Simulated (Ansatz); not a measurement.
## Rh₂O: the change of pressure with volume per atom

Equation of state of a cubic crystal from periodic Kohn-Sham density functional theory without spin; pressure corrected for the finite basis. The results are calculated, by Ansatz 0.2.0 development build.

Cell of the first row (space group Fm-3m, No. 225):
```
Rh2O
1.0
      0.0000     2.6335     2.6335
      2.6335     0.0000     2.6335
      2.6335     2.6335     0.0000
Rh O
2 1
Direct
  0.25000 0.25000 0.25000
  0.75000 0.75000 0.75000
  0.00000 0.00000 0.00000
```

Settings of every row: formula Rh2O; structure type antifluorite; functional PBE; spin treatment none; k mesh 12x12x12; occupation method fermi-dirac; occupation width 0.061225619 eV; wave cutoff 700 eV; datasets hard PAW; density cutoff ratio 4.

Limits: a cubic model structure, not a phase known at ambient conditions; modest k-mesh, values are not fully converged in k; the SCF threshold is loose for a stress in some rows.

```csv
row,volume per atom (Å³),pressure (GPa),energy above lowest point (meV/atom)
1,12.177,13.318,30.42
2,12.436,8.345,12.99
3,12.695,3.932,3.13
4,12.954,?,?
5,13.213,-3.455,2.84
6,13.472,-6.533,10.96
7,13.731,-9.259,23.78
```

Question: what pressure should row 4 give?

Worked fit of pressure. Take u = (V_r/V)^(2/3) − 1 with V_r = 12.954 Å³ an atom, which is twice the finite (Eulerian) strain; such expansions in the strain, on which the Birch-Murnaghan equation of state is built, carry the rest volume and the bulk modulus. The shown rows have u = 0.0421, 0.02758, 0.01356, -0.01311, -0.0258, -0.03809. Least squares give pressure = 0.0163 + 276.445 × u + 899.77 × u² + 922 × u³ GPa; a parabola predicts inner rows, each left out in turn, worse (root mean square 0.021 against 0.001 GPa). The rows lie off it by 0.000, 0.001, -0.001, 0.000, 0.000, 0.000. The pressure vanishes at u = -0.0001, or V = 12.96 Å³ an atom, and there the bulk modulus at fixed shape and fractions is B = −V dP/dV = (2/3)(1 + u) dP/du = 184 GPa. The withheld row has u = 0, so the fit gives 0.0163 + 276.445 × (0) + 899.77 × (0)² + 922 × (0)³ = 0.016 GPa.

The calculation gave 0.017 GPa. The fit lies 0.001 GPa (5.9 % of the value, 0.0044 % of the column's range) below it, one unit of the last digit.

The other values of row 4: energy above lowest point 0 meV/atom.
